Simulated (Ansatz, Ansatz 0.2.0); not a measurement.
# Elastic constants of ferromagnetic bcc iron with semilocal functionals: Debye temperature and bulk modulus against experiment

## Reference data

The Debye temperature comes from low-temperature calorimetry on Bridgman-grown, annealed and slow-cooled crystals, in a study of iron and its gallium alloys: "Low temperature heat capacity of Fe_{1-x}Ga_{x} alloys with large magneostriction" (2007, arXiv:0708.1432). It was obtained from the T³ coefficient of the heat capacity, in a linear fit of C/T against T² that neglects a spin-wave term. What was observed is therefore a heat capacity, not a sound speed, though in the low-temperature limit the two lead to the same Debye temperature apart from the magnetic contribution.

The bulk modulus is an older ultrasonic value, cited for comparison in "Pressure Induced Densification and Compression in a Reprocessed Borosilicate Glass" (2018, PubMed Central 5793612), where alpha-iron served to validate a radiographic method. The temperature is not given with the value; we take it to be an adiabatic modulus near room temperature.

| compared with | measured | source's wording or label | method |
| --- | --- | --- | --- |
| Debye temperature (K) | 470.2 ± 0.8 | 470.2 ± 0.8 K | low-temperature calorimetry |
| B (Reuss) (GPa) | 166.4 | B0 from earlier ultrasonic measurement | ultrasonic |

Conditions are those given with the value in the passage it was taken from; "not stated" means there, and the paper may say more elsewhere. The values are a selection: others may have been left out beforehand as unlike or outlying.

## Method

We look for the cheapest level of theory that gives the Debye temperature of alpha-iron within 5 % and the bulk modulus within 10 %. The two limits belong together: the Debye temperature goes roughly as the square root of the elastic moduli, so 5 % in the one corresponds to about 10 % in the others, which is a common size of error for semilocal functionals. The Debye temperature is governed mainly by the shear moduli, and the bulk modulus tests the response to compression separately.

The model is one iron atom in the primitive bcc cell with collinear ferromagnetic order. Spin polarization is indispensable, since nonmagnetic bcc iron is mechanically unstable. The lattice is static at 0 K. Cooling from room temperature should raise the measured bulk modulus by a few per cent, while zero-point motion, absent from the model, lowers it slightly.

We begin with a semilocal functional on a coarse k mesh, refine the mesh until the shear response is steady, and then change the functional if the results call for it.

System: Fe (alpha-iron), bcc (A2); Im-3m (No. 229), 1 atom in the primitive cell; the database structure is a diffraction structure: a = 2.866 Å; structure from the Crystallography Open Database.

## 1. PBEsol on a coarse mesh

A 20×20×20 mesh with a broad smearing is the lightest sensible start for a metal with one atom per cell. PBEsol usually gives good lattice constants and moduli for solids, but in magnetic 3d metals it tends to bind too tightly, so we expect a cell that is somewhat small and moduli on the stiff side. The shear constants of iron depend on details of the Fermi surface, and this first result is a starting point for the mesh test, not yet a judgement of the functional.

**Run 1.** Ansatz 0.2.0: PBEsol, ferromagnetic start, cell and atoms relaxed in a first step at this level from the database structure (its input isn't shown), PAW set soft_2, cutoff 420 eV (default), 20x20x20 k mesh, Methfessel-Paxton smearing 0.25 eV; elastic constants by two-point finite strains with relaxed ions, amplitude 0.01.

Key lines of the input:
```
crystal:
  # lattice and atoms, with starting spins
kpoints:
  mp_grid: { grid: [20, 20, 20] }
hamiltonian:
  xc: pbesol
scf:
  occupations: { method: methfessel_paxton, width: 0.25 }
output:
  forces: true
  stress: true
magnetization:
  spin_polarized: true
elastic:
  mode: relaxed_ion
  stencil: two_point
  amplitude: 0.01
```

Command:
```
ansatz run input.yaml --threads 8 --pin off --max-ram 16384MiB --backend cpu --events-out ev --progress --plain --runs-dir out
```

Selected lines of the output:
```
  C = ∂σ_k/∂η_j (tension-positive GPa; Voigt order 11 22 33 23 13 12):
       326.865    173.289    173.289     -0.000      0.000      0.000
        -0.000      0.000      0.000    136.865      0.000     -0.000
  moduli (Voigt/Reuss/Hill, GPa): K = 224.48/224.48/224.48   G = 112.83/104.24/108.54   E = 280.42   ν = 0.292
```

Converged; 19 s on 8 cores of Arm Neoverse V2, shared host. Warnings: magnetic_order_settling_ended.

| quantity | run 1 | measured | deviation |
| --- | --- | --- | --- |
| Debye temperature (K) | 531.4 | 470.2 ± 0.8 | +61.2 (+13.0 %) |
| B (Reuss) (GPa) | 224.5 | 166.4 | +58.1 (+34.9 %) |
| size of moment on Fe (μB) | 2.121 |  |  |
| net moment per formula unit (μB) | 2.095 |  |  |
| conventional cell volume (Å³) | 21.64 |  |  |
| pressure (GPa) | −0.00379 |  |  |
| G (Hill) (GPa) | 108.5 |  |  |

Both quantities lie far above experiment: the Debye temperature by 13 %, the bulk modulus by 35 %. The relaxed cell is also much too small, with a lattice constant almost 3 % below that of the diffraction structure we started from. A compressed lattice is a stiff one, so the errors in volume and bulk modulus go together. They have the sign we expected of PBEsol, but are larger than we had thought. Cooling the sample would raise the measured modulus by a few per cent only, far too little to close the gap.

The run ended with the warning `magnetic_order_settling_ended`. The net moment of 2.095 μB shows that the relaxed crystal is ferromagnetic.

## 2. Two denser k meshes

Before the functional is blamed, the sampling has to be tested. At 19 s for the coarse mesh, denser ones are affordable, and we take 42×42×42 and 60×60×60 with everything else unchanged. We expect the shear constants to move more than the bulk modulus, because a shear strain lifts degeneracies at the Fermi level. An error of 35 % in the bulk modulus should largely survive.

**Run 2.** Ansatz 0.2.0: PBEsol, ferromagnetic start, cell and atoms relaxed in a first step at this level from the database structure (its input isn't shown), PAW set soft_2, cutoff 420 eV (default), 42x42x42 k mesh, Methfessel-Paxton smearing 0.25 eV; elastic constants by two-point finite strains with relaxed ions, amplitude 0.01.

Key lines of the input, as changed from run 1:
```diff
  kpoints:
-   mp_grid: { grid: [20, 20, 20] }
+   mp_grid: { grid: [42, 42, 42] }
```

Selected lines of the output:
```
Basis set: ecut = 420 eV, 201 PW (Γ) [...]
k-points: 9955 of 74088
  C = ∂σ_k/∂η_j (tension-positive GPa; Voigt order 11 22 33 23 13 12):
       327.410    174.550    174.550      0.000      0.000      0.000
       174.550    327.410    174.550      0.000     -0.000      0.000
       174.550    174.550    327.410      0.000      0.000     -0.000
         0.000     -0.000     -0.000    132.600     -0.000      0.000
        -0.000      0.000      0.000      0.000    132.600     -0.000
        -0.000      0.000      0.000     -0.000     -0.000    132.600
  moduli (Voigt/Reuss/Hill, GPa): K = 225.50/225.50/225.50   G = 110.13/102.48/106.30   E = 275.60   ν = 0.296
  mechanically stable: yes (min eigenvalue of sym C = 132.60 GPa)
```

Converged; took 2.7 min. Warnings: magnetic_order_settling_ended.

**Run 3.** Ansatz 0.2.0: PBEsol, ferromagnetic start, cell and atoms relaxed in a first step at this level from the database structure (its input isn't shown), PAW set soft_2, cutoff 420 eV (default), 60x60x60 k mesh, Methfessel-Paxton smearing 0.25 eV; elastic constants by two-point finite strains with relaxed ions, amplitude 0.01.

Key lines of the input, as changed from run 1:
```diff
  kpoints:
-   mp_grid: { grid: [20, 20, 20] }
+   mp_grid: { grid: [60, 60, 60] }
```

Selected lines of the output:
```
  C = ∂σ_k/∂η_j (tension-positive GPa; Voigt order 11 22 33 23 13 12):
         0.000     -0.000     -0.000    132.568     -0.000     -0.000
  moduli (Voigt/Reuss/Hill, GPa): K = 225.58/225.58/225.58   G = 110.11/102.45/106.28   E = 275.56   ν = 0.296
```

Converged; 12 min on 8 cores of Intel Xeon at 2.70GHz, shared host. Warnings: magnetic_order_settling_ended.

| quantity | run 2 | run 3 | measured |
| --- | --- | --- | --- |
| Debye temperature (K) | 526.5 | 526.5 | 470.2 ± 0.8 |
| B (Reuss) (GPa) | 225.5 | 225.6 | 166.4 |
| size of moment on Fe (μB) | 2.128 | 2.128 |  |
| net moment per formula unit (μB) | 2.101 | 2.101 |  |
| conventional cell volume (Å³) | 21.65 | 21.65 |  |
| pressure (GPa) | −0.00401 | −0.00400 |  |
| G (Hill) (GPa) | 106.3 | 106.3 |  |

The 42×42×42 mesh is dense enough: going on to 60×60×60 leaves the Debye temperature at 526.5 K and moves the bulk modulus by less than 0.1 GPa. Most of the change from the coarse mesh is in C₄₄, which falls by about 3 %, while the bulk modulus rises by only 1 GPa. At this smearing, sampling accounts for about 5 K of the excess in the Debye temperature and for none of that in the bulk modulus.

## 3. PBE at the same cutoff

PBE is the natural next step. It costs about the same as PBEsol per iteration and, as a rule, gives larger volumes and softer lattices, which is the direction needed here. We use a 48×48×48 mesh, between the two that agreed for PBEsol, and keep the cutoff and smearing. We expect the cell to come closer to the diffraction one and both quantities to fall, the bulk modulus more strongly.

**Run 4.** Ansatz 0.2.0: PBE, ferromagnetic start, cell and atoms relaxed in a first step at this level from the database structure (its input isn't shown), PAW set soft_2, cutoff 420 eV (default), 48x48x48 k mesh, Methfessel-Paxton smearing 0.25 eV; elastic constants by two-point finite strains with relaxed ions, amplitude 0.01.

Key lines of the input, as changed from run 1:
```diff
  kpoints:
-   mp_grid: { grid: [20, 20, 20] }
+   mp_grid: { grid: [48, 48, 48] }
  hamiltonian:
-   xc: pbesol
+   xc: pbe
```

Selected lines of the output:
```
  C = ∂σ_k/∂η_j (tension-positive GPa; Voigt order 11 22 33 23 13 12):
       286.134    152.901    152.901     -0.000      0.000      0.000
         0.000      0.000     -0.000    107.554      0.000     -0.000
  moduli (Voigt/Reuss/Hill, GPa): K = 197.31/197.31/197.31   G = 91.18/86.33/88.76   E = 231.55   ν = 0.304
```

Converged; took 6.4 min. Warnings: magnetic_order_settling_ended.

| quantity | run 4 | measured | deviation |
| --- | --- | --- | --- |
| Debye temperature (K) | 486.0 | 470.2 ± 0.8 | +15.8 (+3.4 %) |
| B (Reuss) (GPa) | 197.3 | 166.4 | +30.9 (+18.6 %) |
| size of moment on Fe (μB) | 2.212 |  |  |
| net moment per formula unit (μB) | 2.165 |  |  |
| conventional cell volume (Å³) | 22.69 |  |  |
| pressure (GPa) | 0.00419 |  |  |
| G (Hill) (GPa) | 88.8 |  |  |

PBE brings the Debye temperature to 486.0 K, 3.4 % above experiment and inside the limit. The bulk modulus falls to 197.3 GPa but is still 18.6 % too high, so PBE at these settings misses the target. Cooling of the sample by itself would lower that excess by only a few percentage points.

The cell has grown by about 5 % in volume from PBEsol to PBE, yet its lattice constant remains about 1 % below that of the diffraction structure. The remaining stiffness may therefore still belong to a lattice that is too dense.

## 4. Smearing, cutoff and strain amplitude

The mesh test says nothing about the other numerical settings. Three further PBEsol runs each address one of them: a smearing of 0.1 eV instead of 0.25 eV, a cutoff of 550 eV instead of 420 eV, and a strain amplitude halved to 0.005. Their meshes differ slightly, but all lie in the range from 40×40×40 to 48×48×48, where we expect little effect at the broad smearing. The narrower smearing is the likeliest to matter, because it resolves the density of states near the Fermi level more sharply. These checks hold for PBEsol; for PBE they can only indicate which setting deserves suspicion.

**Run 5.** Ansatz 0.2.0: PBEsol, ferromagnetic start, cell and atoms relaxed in a first step at this level from the database structure (its input isn't shown), PAW set soft_2, cutoff 420 eV (default), 48x48x48 k mesh, Methfessel-Paxton smearing 0.1 eV; elastic constants by two-point finite strains with relaxed ions, amplitude 0.01.

Key lines of the input, as changed from run 1:
```diff
  kpoints:
-   mp_grid: { grid: [20, 20, 20] }
+   mp_grid: { grid: [48, 48, 48] }
  scf:
-   occupations: { method: methfessel_paxton, width: 0.25 }
+   occupations: { method: methfessel_paxton, width: 0.1 }
```

Selected lines of the output:
```
  moduli (Voigt/Reuss/Hill, GPa): K = 229.96/229.96/229.96   G = 111.32/103.41/107.36   E = 278.72   ν = 0.298
```

Converged; 7.5 min on 8 cores of Arm Neoverse N1, shared host. Warnings: magnetic_order_settling_ended.

**Run 6.** Ansatz 0.2.0: PBEsol, ferromagnetic start, cell and atoms relaxed in a first step at this level from the database structure (its input isn't shown), PAW set soft_2, cutoff 550 eV, 40x40x40 k mesh, Methfessel-Paxton smearing 0.25 eV; elastic constants by two-point finite strains with relaxed ions, amplitude 0.01.

Key lines of the input, as changed from run 1:
```diff
  kpoints:
-   mp_grid: { grid: [20, 20, 20] }
+   mp_grid: { grid: [40, 40, 40] }
+ basis:
+   ecutwfc: 550.0
```

Selected lines of the output:
```
  moduli (Voigt/Reuss/Hill, GPa): K = 225.60/225.60/225.60   G = 110.03/102.48/106.25   E = 275.50   ν = 0.296
```

Converged; took 5 min. Warnings: magnetic_order_settling_ended.

**Run 7.** Ansatz 0.2.0: PBEsol, ferromagnetic start, cell and atoms relaxed in a first step at this level from the database structure (its input isn't shown), PAW set soft_2, cutoff 420 eV (default), 48x48x48 k mesh, Methfessel-Paxton smearing 0.25 eV; strain amplitude 0.005; elastic constants by two-point finite strains with relaxed ions.

Key lines of the input, as changed from run 1:
```diff
  kpoints:
-   mp_grid: { grid: [20, 20, 20] }
+   mp_grid: { grid: [48, 48, 48] }
  elastic:
-   amplitude: 0.01
+   amplitude: 0.005
```

Selected lines of the output:
```
  C = ∂σ_k/∂η_j (tension-positive GPa; Voigt order 11 22 33 23 13 12):
       327.313    174.584    174.584     -0.000      0.000      0.000
        -0.000     -0.000     -0.000    132.516     -0.000     -0.000
         0.000      0.000      0.000      0.000    132.516      0.000
        -0.000      0.000     -0.000      0.000     -0.000    132.516
  moduli (Voigt/Reuss/Hill, GPa): K = 225.49/225.49/225.49   G = 110.06/102.40/106.23   E = 275.43   ν = 0.296
```

Converged; took 7.3 min. Warnings: magnetic_order_settling_ended.

| quantity | run 5 | run 6 | run 7 | measured |
| --- | --- | --- | --- | --- |
| Debye temperature (K) | 529.2 | 526.4 | 526.4 | 470.2 ± 0.8 |
| B (Reuss) (GPa) | 230.0 | 225.6 | 225.5 | 166.4 |
| size of moment on Fe (μB) | 2.124 | 2.128 | 2.128 |  |
| net moment per formula unit (μB) | 2.097 | 2.101 | 2.101 |  |
| conventional cell volume (Å³) | 21.65 | 21.65 | 21.65 |  |
| pressure (GPa) | −0.00461 | −0.00839 | −0.00415 |  |
| G (Hill) (GPa) | 107.4 | 106.3 | 106.2 |  |

Cutoff and strain amplitude hardly matter for PBEsol: both runs stay within 0.2 GPa of the dense-mesh bulk modulus and within 0.1 K of its Debye temperature. The narrower smearing has a visible effect, but in the wrong direction. It raises the bulk modulus by about 4 GPa, to 230.0 GPa, and the Debye temperature by about 3 K. Whether the 48×48×48 mesh is dense enough at this smearing is not shown in this report.

None of the three settings explains why PBEsol is so stiff. For PBE they give no reason to expect relief either, though its own sensitivity to the smearing may differ.

## 5. PBEsol in the diffraction cell

We have suspected the small cell of causing the excess stiffness, and this can be tested directly by keeping PBEsol and fixing the lattice at the diffraction constant of 2.866 Å. At that volume PBEsol will be under tension, and we expect the bulk modulus to drop by several tens of GPa. The run is a diagnosis and no candidate for the cheapest level, since it takes the volume from experiment and leaves the crystal away from its computed equilibrium.

**Run 8.** Ansatz 0.2.0: PBEsol, ferromagnetic start, atoms relaxed in the database cell, PAW set soft_2, cutoff 420 eV (default), 48x48x48 k mesh, Methfessel-Paxton smearing 0.25 eV; elastic constants by two-point finite strains with relaxed ions, amplitude 0.01.

Key lines of the input, as changed from run 1:
```diff
  kpoints:
-   mp_grid: { grid: [20, 20, 20] }
+   mp_grid: { grid: [48, 48, 48] }
```

Selected lines of the output:
```
  C = ∂σ_k/∂η_j (tension-positive GPa; Voigt order 11 22 33 23 13 12):
         0.000     -0.000      0.000     82.991     -0.000     -0.000
        -0.000     -0.000      0.000      0.000     82.991     -0.000
        -0.000      0.000     -0.000      0.000     -0.000     82.991
  moduli (Voigt/Reuss/Hill, GPa): K = 145.60/145.60/145.60   G = 72.31/69.75/71.03   E = 183.28   ν = 0.290
```

Converged; took 6.2 min. Warnings: magnetic_order_settling_ended.

| quantity | run 8 | measured | deviation |
| --- | --- | --- | --- |
| Debye temperature (K) | 437.3 | 470.2 ± 0.8 | −32.9 (−7.0 %) |
| B (Reuss) (GPa) | 145.6 | 166.4 | −20.8 (−12.5 %) |
| pressure (GPa) | −15.54802 |  |  |
| G (Hill) (GPa) | 71.0 |  |  |

Stretching the PBEsol crystal to the diffraction cell, about 9 % larger in volume than its own equilibrium, lowers the bulk modulus from 225.5 to 145.6 GPa and C₄₄ from 132.5 to 83.0 GPa. The drop is larger than the several tens of GPa we had in mind, and it carries both quantities past experiment: the Debye temperature is now 7.0 % too low and the bulk modulus 12.5 % too low. For PBEsol the small cell is thus enough to account for the whole excess stiffness, but imposing the diffraction volume does not bring either quantity within its limit.

The crystal is under a tension of 15.5 GPa here. Under such a stress, elastic constants defined in different ways differ by amounts of the order of the stress itself, so the remaining deficits should not be read closely. The strong dependence on volume is well beyond that ambiguity.

## Comparison with experiment

| run | settings | Debye temperature (K) | deviation | B (Reuss) (GPa) | deviation | cost |
| --- | --- | --- | --- | --- | --- | --- |
| 1 | PBEsol, cutoff 420 eV (default), 20x20x20 k mesh, Methfessel-Paxton smearing 0.25 eV, amplitude 0.01 | 531.4 | +61.2 (+13.0 %) | 224.5 | +58.1 (+34.9 %) | 2.5 core-min |
| 2 | PBEsol, cutoff 420 eV (default), 42x42x42 k mesh, Methfessel-Paxton smearing 0.25 eV, amplitude 0.01 | 526.5 | +56.3 (+12.0 %) | 225.5 | +59.1 (+35.5 %) | 22 core-min |
| 3 | PBEsol, cutoff 420 eV (default), 60x60x60 k mesh, Methfessel-Paxton smearing 0.25 eV, amplitude 0.01 | 526.5 | +56.3 (+12.0 %) | 225.6 | +59.2 (+35.6 %) | 1.6 core-h |
| 4 | PBE, cutoff 420 eV (default), 48x48x48 k mesh, Methfessel-Paxton smearing 0.25 eV, amplitude 0.01 | 486.0 | +15.8 (+3.4 %) | 197.3 | +30.9 (+18.6 %) | 51 core-min |
| 5 | PBEsol, cutoff 420 eV (default), 48x48x48 k mesh, Methfessel-Paxton smearing 0.1 eV, amplitude 0.01 | 529.2 | +59.0 (+12.5 %) | 230.0 | +63.6 (+38.2 %) | 60 core-min |
| 6 | PBEsol, cutoff 550 eV, 40x40x40 k mesh, Methfessel-Paxton smearing 0.25 eV, amplitude 0.01 | 526.4 | +56.2 (+12.0 %) | 225.6 | +59.2 (+35.6 %) | 40 core-min |
| 7 | PBEsol, cutoff 420 eV (default), 48x48x48 k mesh, Methfessel-Paxton smearing 0.25 eV, strain amplitude 0.005 | 526.4 | +56.2 (+11.9 %) | 225.5 | +59.1 (+35.5 %) | 59 core-min |
| 8 | PBEsol, atoms relaxed in the database cell, cutoff 420 eV (default), 48x48x48 k mesh, Methfessel-Paxton smearing 0.25 eV, amplitude 0.01 | 437.3 | −32.9 (−7.0 %) | 145.6 | −20.8 (−12.5 %) | 50 core-min |
|  | measured | 470.2 ± 0.8 |  | 166.4 |  |  |

Further runs on the same system, made beside this series (convergence steps with loose settings among them):

| further | settings | Debye temperature (K) | deviation | B (Reuss) (GPa) | deviation | cost | status |
| --- | --- | --- | --- | --- | --- | --- | --- |
| F1 | r2SCAN, cutoff 500 eV (default), 40x40x40 k mesh, Methfessel-Paxton smearing 0.25 eV, amplitude 0.01 | 421.8 | −48.4 (−10.3 %) | 174.1 | +7.7 (+4.6 %) | 44 core-min | warnings: magnetic_order_settling_ended |
| F2 | BLYP, cutoff 420 eV (default), 40x40x40 k mesh, Methfessel-Paxton smearing 0.25 eV, amplitude 0.01 | 429.3 | −40.9 (−8.7 %) | 170.2 | +3.8 (+2.3 %) | 32 core-min | warnings: magnetic_order_settling_ended |
| F3 | LDA, cutoff 420 eV (default), 48x48x48 k mesh, Methfessel-Paxton smearing 0.25 eV, amplitude 0.01 | 551.6 | +81.4 (+17.3 %) | 250.5 | +84.1 (+50.5 %) | 63 core-min | warnings: magnetic_order_settling_ended |
| F4 | PBEsol, cutoff 420 eV (default), 28x28x28 k mesh, Methfessel-Paxton smearing 0.25 eV, amplitude 0.01 | 526.4 | +56.2 (+12.0 %) | 226.2 | +59.8 (+35.9 %) | 6.8 core-min | warnings: magnetic_order_settling_ended |
|  | measured | 470.2 ± 0.8 |  | 166.4 |  |  |  |

## Discussion

PBE, the level we settled on, misses the target. Its Debye temperature is 3.4 % too high and within the limit, but its bulk modulus is 18.6 % too high where we allowed 10 %. The run cost 51 core-minutes.

The further runs supply no level that meets both limits. r2SCAN and BLYP bring the bulk modulus within 5 % but put the Debye temperature about 10 % and 9 % too low, which points to too soft a shear response. LDA is stiffer still than PBEsol.

Of the changes made on the way to PBE, that of the functional mattered most. The fixed-cell run showed how strongly the PBEsol moduli depend on volume. PBE's lattice constant, about 1 % below the diffraction value, is therefore a likely cause of its excess stiffness, though a PBE calculation at the diffraction volume is not shown in this report. Its good Debye temperature mainly reflects the shear moduli and does not vouch for the compression.

Cooling the sample and removing zero-point motion would both raise the measured bulk modulus, together by a few per cent. That narrows PBE's miss without removing it.

The 60×60×60 mesh was more than PBEsol needed: at the same smearing, 28×28×28 already gives nearly the same results. The checks of cutoff, smearing and strain amplitude were also spent on PBEsol, which had already missed by a wide margin, and would have served better on PBE. How far PBE's bulk modulus depends on these settings, or on the soft PAW set, is not shown in this report. A PBE run with a harder PAW set would be the most useful next check.

[Logs are printed without paths, hosts, clocks, repeated set-up lines and the standing remarks that a program may print on its own settings, such as how far it seeks lower states.]

[The runs shown are a pick from a larger set of finished runs; failed, doubtful and other runs were left out of it ahead of writing. So were measured values far from every level or from commonly accepted values, and agreement can look better than it is. Lines of input and output are excerpts and may be shortened.]
